## Spin splitting of a nearly filled shell: the 3p levels of Ti⁵⁺

Ti⁵⁺ has the electron count of chlorine, with five electrons in 3p. Three have spin up and fill their half of the shell, and two have spin down and leave one hole. A spin-polarised calculation gives each spin its own radial orbital and its own eigenvalue $\varepsilon$. The table follows these through five semilocal density functionals and Hartree-Fock, all scalar-relativistic and spherical.

Ti⁵⁺ ([Ne] 3s² 3p⁵, with three 3p electrons up and two down), computed with B-spline radial atomic code 1: all-electron, spin-polarised, scalar-relativistic (spin-free one-electron X2C), Fermi nucleus, basis-set limit. The density functionals use spherical fractional occupations, Hartree-Fock an average of configuration; orbital energies are eigenvalues.

| method | rung | share of exact exchange | energy (3p up) (hartree) | energy (3p down) (hartree) | mean radius (3p up) (bohr) | mean radius (3p down) (bohr) | ε(3p down) − ε(3p up) (hartree) | hartree energy (hartree) | lamb diamagnetic shielding (ppm) |
| --- | --- | --- | --- | --- | --- | --- | --- | --- | --- |
| LDA PW92 | LDA | 0 | -4.0794 | -4.0232 | 0.99314 | 0.99655 | 0.0562 | 302.78 | 1591 |
| PBEsol | GGA | 0 | -4.0773 | -4.0164 | 0.99330 | 0.99666 | 0.0609 | 302.89 | 1593 |
| BP86 | GGA | 0 | -4.0842 | -4.0242 | 0.99253 | 0.99580 | 0.0600 | 303.10 | 1594 |
| TPSS | meta-GGA | 0 | -4.0940 | -4.0266 | 0.99351 | 0.99738 | 0.0674 | 303.01 | 1594 |
| SCAN | meta-GGA | 0 | -4.1206 | -4.0393 | 0.99345 | 0.99811 | 0.0813 | 303.04 | 1594 |
| Hartree-Fock | Hartree-Fock | 100 % | -4.4689 | -4.3738 | 0.99805 | 1.0027 | 0.0951 | n/a | 1593 |

The two energy columns are the eigenvalues of the 3p orbital for each spin, and $\Delta = \varepsilon(3p\downarrow) - \varepsilon(3p\uparrow)$ is their difference. It is the spin splitting of one shell and has nothing to do with a gap between filled and empty levels, since 3p down holds electrons. The mean radius is $\langle r\rangle$ of the orbital. The rung says what a functional reads from the density: its value (LDA), also its gradient (GGA), also the kinetic-energy density (meta-GGA). All rows are in the same configuration, which has the single term $^2P$. They differ in how the hole is averaged. The functionals put two thirds of an electron into each down orbital, whereas Hartree-Fock averages the energy over determinants with whole electrons.

### 1. Why is the up level deeper, and by how much should it be?

Electrons of equal spin gain exchange energy with one another. An up electron has two partners of its own spin in the shell and a down electron has one, so the up level lies lower, as it does in every row. The size follows from the Slater integrals $F^0$ and $F^2$, the spherical and quadrupolar parts of the repulsion between two 3p electrons.

Take one radial function for both spins. An electron facing a spherical set of p electrons feels $F^0$ from each. Its exchange with all three p orbitals of its own spin, itself included, sums to $F^0 + \tfrac25 F^2$. Three parallel electrons then have the energy $\tfrac92 F^0 - \tfrac32\,(F^0 + \tfrac25 F^2) = 3F^0 - \tfrac35 F^2$, which is $F^0 - F^2/5$ for each of the three pairs, while an antiparallel pair costs $F^0$ on average. With $h$ for everything common to both spins,

$$\varepsilon_\uparrow = h + 2\left(F^0 - \tfrac15F^2\right) + 2F^0, \qquad \varepsilon_\downarrow = h + \left(F^0 - \tfrac15F^2\right) + 3F^0, \qquad \Delta = \tfrac15 F^2 .$$

The LDA orbitals of the same calculation give $F^2 = 12.48$ eV between 3p up and 3p down. One fifth is 2.50 eV, and division by 27.21 eV per hartree gives 0.0917 hartree. The Hartree-Fock row has 0.0951, so the estimate, which has no fitted constant, is 3.6 % below the computed value. PBEsol orbitals change the estimate only to 0.0919. The shortfall of 0.003 hartree is far above the rounding of the column. A likely cause is that up and down orbitals, core included, relax apart and reinforce the splitting, but this is a guess, and the integrals are borrowed from another method's orbitals.

By Koopmans' theorem the splitting has a plain meaning in Hartree-Fock. Removing a down electron leaves 3p⁴ with three up and one down, which is pure $^3P$. Removing an up electron leaves two and two, nine determinants made up of three $^3P$, five $^1D$ and one $^1S$. These terms lie at 0, 6 and 15 in units of $F^2/25$, and their weighted mean is $(0 + 30 + 15)/9 = 5$, again $F^2/5$. The splitting is thus an average over multiplet energies of Ti⁶⁺ and corresponds to no single level.

### 2. Do the functionals converge on the Hartree-Fock splitting?

The order suggests it. LDA reaches 59 % of the Hartree-Fock value, the two GGAs 63 and 64 %, TPSS 71 % and SCAN 85 %. The rung alone does not fix the value, for the two meta-GGAs differ from each other by more than TPSS differs from LDA, and the 0.0009 hartree between PBEsol and BP86 is a difference within one rung. The share of exact exchange is either 0 or 100 %, and the last row also drops correlation and changes the averaging, so no trend with that share can be read.

The 3s levels of the same runs settle the question. A 3s electron exchanges with each parallel 3p electron by $G^1/3$ on average, where $G^1$ is the dipolar s–p exchange integral, and an up electron has one such partner more. With the LDA value $G^1 = 16.73$ eV (the mean over both spins) this is 0.205 hartree, 2.4 % below the Hartree-Fock 3s splitting of 0.210. In Hartree-Fock the 3s shell is therefore split 2.2 times as strongly as 3p. In all five functionals the two shells are split almost equally, with a ratio between 1.02 and 1.06, and SCAN reaches only 39 % of the Hartree-Fock value for 3s.

Theory explains the near equality. In LDA and GGA the two spins differ by one local function, $v_{xc,\downarrow}(r) - v_{xc,\uparrow}(r)$, and to first order each shell is split by the average of this function over its own radial density. The 3s and 3p densities nearly coincide, with mean radii of 0.95 and 0.99 bohr, so they sample the same function. The argument is less strict for meta-GGAs, whose potential can act differently on different orbitals, yet the numbers show the same pattern. Hartree-Fock exchange is non-local and carries an angular factor for each pair of shells. A smooth local potential that 3s and 3p sample alike has no such factor and does not reproduce both $F^2/5$ and $G^1/3$, so the mismatch marks two kinds of eigenvalue more than a defect of one functional. SCAN's closeness holds for 3p and is no sign of convergence on Hartree-Fock levels in general.

### 3. What would change if Hartree-Fock used fractional occupations too?

The answer is argued from the same integrals, with frozen orbitals. Spread $n$ electrons of one spin evenly over three orbitals. The Coulomb term then counts all five electrons, the orbital's own charge included, and exchange removes $n/3$ of the sum $F^0 + \tfrac25F^2$:

$$\varepsilon_\sigma = h + 5F^0 - n_\sigma\left(\tfrac13F^0 + \tfrac{2}{15}F^2\right).$$

For the filled up half, $n = 3$, this returns the result of the first question. For the down half, $n = 2$, the self-repulsion is no longer fully cancelled, and the splitting becomes $F^0/3 + 2F^2/15$. With $F^0 = 24.60$ eV this is 0.363 hartree, four times $F^2/5$. The Hartree-Fock entry thus depends on the averaging as much as on the method, and the counterpart of the density-functional rows in their own setting would be the larger number. A hybrid functional with fractional occupations would mix in part of that larger splitting, so its value cannot be interpolated between the rows of the table.

### 4. Why are the semilocal levels 10 eV too shallow when their ionisation energies are good?

The same runs give the ionisation energy as a difference of total energies, with a down electron removed, and compare it with a tabulated semi-empirical value of 119.533 ± 0.025 eV. The five functionals lie between 0.02 and 0.35 eV above that value. Minus their 3p down eigenvalue lies 9.6 to 10.2 eV below it.

Janak's theorem connects the two. The eigenvalue is the slope $\partial E/\partial n$ of the energy with occupation, and the ionisation energy is the integral of $-\varepsilon(n)$ as $n_\downarrow$ goes from 2 to 1. If the level sinks linearly by $U$ per electron removed, then $I = -\varepsilon + U/2$. The exact energy is linear between whole electron numbers and has no such offset. A semilocal energy curves, because the Hartree term lets the departing fraction repel itself and semilocal exchange cancels little of this. With frozen orbitals and the Hartree term alone $U = F^0$, and the offset would be 12.30 eV. The computed offsets $I + \varepsilon_\downarrow$ run from 10.33 eV (LDA) to 9.96 eV (SCAN), which is 84 to 81 % of that estimate. Exact exchange with fractional occupation would reduce the frozen estimate to 7.37 eV, and relaxation would lower it further, so the functionals cancel less of the curvature than that.

The splitting itself gives a rough gauge of how much they cancel, since it reflects how far a level is lowered when its spin holds one electron more. The gauge reads low, because correlation between opposite spins narrows the splitting, and local exchange, going as $\rho_\sigma^{1/3}$, changes faster between one and two electrons than between two and three. That suggests $U \approx F^0 - \Delta$ before relaxation, so the offset plus half the splitting should be nearly the same for all functionals. It is: $10.33 + 1.53/2 = 11.1$ eV for LDA, $9.96 + 2.21/2 = 11.1$ eV for SCAN, and 11.1 eV for the other three. A wider splitting and a smaller self-interaction offset go together in these rows. The remaining 1.2 eV below $F^0/2$ is somewhat more than the 0.94 eV of orbital relaxation seen in Hartree-Fock. Assigning most of it to relaxation, and the rest to the cancellation that $\Delta$ understates, is plausible, but the runs listed here do not separate the two.

Hartree-Fock with whole electrons counts only true pairs, which places its down level 9.54 eV below the LDA one. Its eigenvalue gives 119.02 eV and its total energies give 118.08 eV, the 0.94 eV between them being the relaxation of the ion that Koopmans' theorem leaves out. The relaxed value is 1.46 eV below the tabulated one, in the direction that missing correlation produces, since the ion with more electrons has more correlation energy. The better showing of the eigenvalue, 0.52 eV low, is the usual partial cancellation of the two omissions.

The tabulated value joins the lowest fine-structure levels, while the calculation has no spin-orbit coupling. The coupling constant $\zeta$ is a few tenths of an eV (an unscreened estimate from $\langle r^{-3}\rangle$ puts it below about 0.6 eV). Both ground levels, $^2P_{3/2}$ and $^3P_2$, lie $\zeta/2$ below their term centres in first order, so most of the shift cancels. What is left, together with the spherical averaging, can compete with the 0.32 eV spread among the functionals, and PBEsol's 0.02 eV does not single it out as best.

### 5. Does a deeper level mean a smaller orbital?

Within a row it does. The up orbital is the more compact in all six rows, by 0.33 to 0.47 % of its radius. A least-squares line through the origin, fitted to the five semilocal rows, gives $\Delta r = 0.057\,\Delta$ in bohr per hartree, with errors from −6 to +5 % of the computed radius difference. These errors exceed the rounding, and the order is not strict, since LDA has a smaller splitting than either GGA and a larger radius difference. Hartree-Fock was left out of the fit because its exchange is non-local, and the line overshoots it by 17 %.

A hydrogenic picture, $\varepsilon \propto -1/\langle r\rangle^2$, predicts a relative change of $\Delta/2|\varepsilon|$. For LDA this is 0.69 % against 0.34 % computed, and the overshoot is a factor of 2.0 to 2.3 in every row. Perturbation theory shows why such a picture can fail. The eigenvalue shifts by the mean of the added potential over the orbital, whereas the shape responds only to the variation of that potential across the orbital, and a constant shift moves no charge at all. The hydrogenic rule assumes a change of effective charge, steep as $1/r$. The spin-dependent potential follows the 3p spin density and is presumably flatter where the orbital lives.

From LDA to Hartree-Fock the rule fails in sign. The Hartree-Fock up level is 9.5 % deeper than in LDA, which hydrogenic scaling would turn into a 4.5 % contraction, but the orbital is 0.49 % larger, and both Hartree-Fock radii are the largest in their columns. The 10 eV of the previous question is mostly a matter of what the eigenvalue counts and does little to the density. The small expansion that remains has no demonstrated cause here. The Hartree-Fock 2s and 2p shells are more compact than in any functional and may screen the nucleus better, and the attraction of a correlation potential is absent; both are guesses.

### 6. Why do the shielding and the Hartree energy hardly move?

The Lamb shielding is the diamagnetic shielding at the nucleus, $\sigma = (\alpha^2/3)\sum_i \langle 1/r\rangle_i$, with $\alpha$ the fine-structure constant and $\alpha^2/3 = 17.75$ ppm bohr. Summing the $\langle 1/r\rangle$ of the orbitals reproduces the column because this is its definition, but the sum shows where the value comes from. In LDA and in Hartree-Fock the 1s pair supplies 49 %, the shells 1s to 2p together 89 %, and the five 3p electrons under 8 %. Core orbitals are held by the nuclear charge and respond little to the treatment of exchange. Between LDA and Hartree-Fock the three core shells gain 1.9, 1.7 and 1.3 ppm while 3s and 3p lose 0.7 and 2.2 ppm, so part of the constancy is cancellation. The whole spread is 2.5 ppm, or 0.16 % of the mean.

The Hartree energy is the classical repulsion of the whole density with itself. It spans 0.32 hartree, 0.11 % of its mean, over the five functionals, and it follows the shielding closely (correlation coefficient 0.98), as two measures of the compactness of the density should. It includes the repulsion of each electron with itself. The Hartree-Fock electron-electron energy of the same run, 263.61 hartree, already contains exchange and cannot stand in for the entry marked n/a. The nearest comparable quantity is Hartree plus exchange-correlation energy. BP86, TPSS and SCAN put it about 0.6 hartree below the Hartree-Fock value, the sign that correlation should give. PBEsol puts it about 0.5 and LDA 1.3 hartree above, in line with the exchange energy that LDA, and to a lesser degree PBEsol with its weak gradient correction, is known to miss in atoms. The comparison is rough, because the densities differ and the functionals' correlation includes a kinetic part.

### 7. Which digits can be trusted?

The printed digits describe each method at the basis limit, and far fewer describe the ion. Semilocal 3p eigenvalues agree among themselves to 0.043 hartree (up) and 0.023 (down) but stand more than 0.3 hartree from Hartree-Fock, so their first decimal depends on what the eigenvalue is taken to mean. The splitting varies by a factor of 1.69 from LDA to Hartree-Fock although it is rounded to 0.00005 hartree, and it is a difference of only 1.4 to 2.2 % of the down level. The radii agree among all methods to within 0.7 %. The Hartree-Fock down radius is printed with one decimal fewer, and the unrounded radii give a difference of 0.0046 bohr.

The shielding is printed to 1 ppm, which cannot rank BP86, TPSS and SCAN. It also weights the region near the nucleus, where the picture change of the X2C transformation is left out of $\langle 1/r\rangle$. The natural scale of relativistic corrections is $(Z\alpha)^2 = 2.6\,\%$, well above the spread among methods, so the fourth digit compares methods and says nothing firm about the ion. The spin-orbit splitting of $^2P$, $3\zeta/2$, is below 1 eV but not negligible beside a spin splitting of 1.5 to 2.6 eV.

### 8. What would a neighbouring ion or shell do?

These answers rest on the counting above and are predictions. With 3p⁶ the two spins are equivalent and the splitting vanishes. With 3p⁴ as three up and one down, the up electron keeps two parallel partners and the down electron has none, so Hartree-Fock gives $2F^2/5$ for 3p and $2G^1/3$ for 3s, with integrals slightly larger in the more highly charged ion. Semilocal splittings should somewhat more than double, since the potential difference grows with the spin density and local exchange changes faster as the down half empties, and should stay nearly equal for 3s and 3p.

Along the chlorine-like series the counting is unchanged and the Slater integrals scale roughly as $1/\langle r\rangle$, about linearly in the screened charge. Neutral chlorine has a smaller splitting and V⁶⁺ a larger one. The eigenvalue grows roughly as the square of the screened charge, so the splitting and the self-interaction offset $F^0/2$ both shrink as fractions of the level, and a semilocal eigenvalue is relatively worst at the neutral end. Spin-orbit coupling grows much faster than $F^2$, and far enough along the series up and down cease to be useful labels.

A d⁹ ion has the same single hole. The same steps give $F^0 - (F^2 + F^4)/14$ for a parallel pair, with $F^4$ the next multipole of the repulsion, and hence a Hartree-Fock splitting of $(F^2 + F^4)/14$. In such an ion of low charge the s and p shells of the same principal quantum number lie further inside the open shell, but their densities again nearly coincide with each other, so a local potential should still split s and p almost equally, while the d splitting should stand somewhat further from both than 3p stands from 3s in Ti⁵⁺.
